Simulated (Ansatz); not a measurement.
Free-standing sheet of SnSe2, cell area 12.668 Å²:

```yaml
crystal:
  lattice:
    - [3.82468, 0.00000, 0.00000]
    - [-1.91234, 3.31227, 0.00000]
    - [0.00000, 0.00000, 32.37601]
  periodic: [true, true, false]
  atoms:
    - { symbol: Se, position: [0.66667, 0.33333, 0.45056] }
    - { symbol: Sn, position: [0.00000, 0.00000, 0.50000] }
    - { symbol: Se, position: [0.33333, 0.66667, 0.54944] }
```

These are results of DFT PBE+D3(BJ), scalar-relativistic, plane waves, PAW (Ansatz), not measurements. Cutoff 420 eV; k points 12×12×1 on the computed 3-atom cell (Γ-centred); Gaussian smearing, width 0.02 eV; no spin polarisation. The sheet is isolated along c (Coulomb cut-off).

In an external field along +c, atoms held, its energy changes by -7.441 meV a cell at +0.2 V/Å and by -7.441 meV at −0.2 V/Å.

(1) What dipole and polarisability along c does the sheet have?

(2) What thickness does that polarisability stand for?

(3) Predict the energy change at +0.35 V/Å.

## Answers

(1) ΔE = −pF − αF²/2. The odd part gives p = −[ΔE(+F) − ΔE(−F)]/(2F) = 0.0000 e·Å a cell (none within the accuracy). The even part gives α = −[ΔE(+F) + ΔE(−F)]/F² = 0.3720 e·Å²/V.

(2) α/(ε0·A) = 0.3720 × 180.95/12.668 = 5.31 Å. For a slab of thickness t and dielectric constant ε this equals t(1 − 1/ε), so it is the thickness over which the sheet would screen the field wholly.

(3) −p·0.35 − α·0.35²/2 = -22.79 meV; the calculation gives -22.79 meV, so the response is still linear.

Cost: 4 runs of about 4.4 core-minutes in all, on Arm Neoverse V1, Intel Xeon Processor @ 2.70GHz (shared hosts).

The equal energy changes for opposite fields follow from the inversion centre at Sn. The Sn–Se bonds are polar, but their out-of-plane dipoles cancel between the two Se layers, so the zero dipole says nothing against charge transfer within the bonds. Inversion also removes the cubic term in the energy, so the agreement at +0.35 V/Å shows that the next allowed term, the quartic one, is negligible up to that field.

The screening length of 5.31 Å exceeds the separation of the outer Se planes, as expected when the polarisable Se valence density extends beyond the nuclei. Because the induced surface charges oppose the applied field, the perpendicular response is governed largely by the thickness of the electron cloud and only weakly by the dielectric constant once that is large. The 5.31 Å is therefore a lower bound on the effective dielectric thickness, not a measure of the dielectric constant itself. Ionic displacement would add to this electronic response in a truly static field.
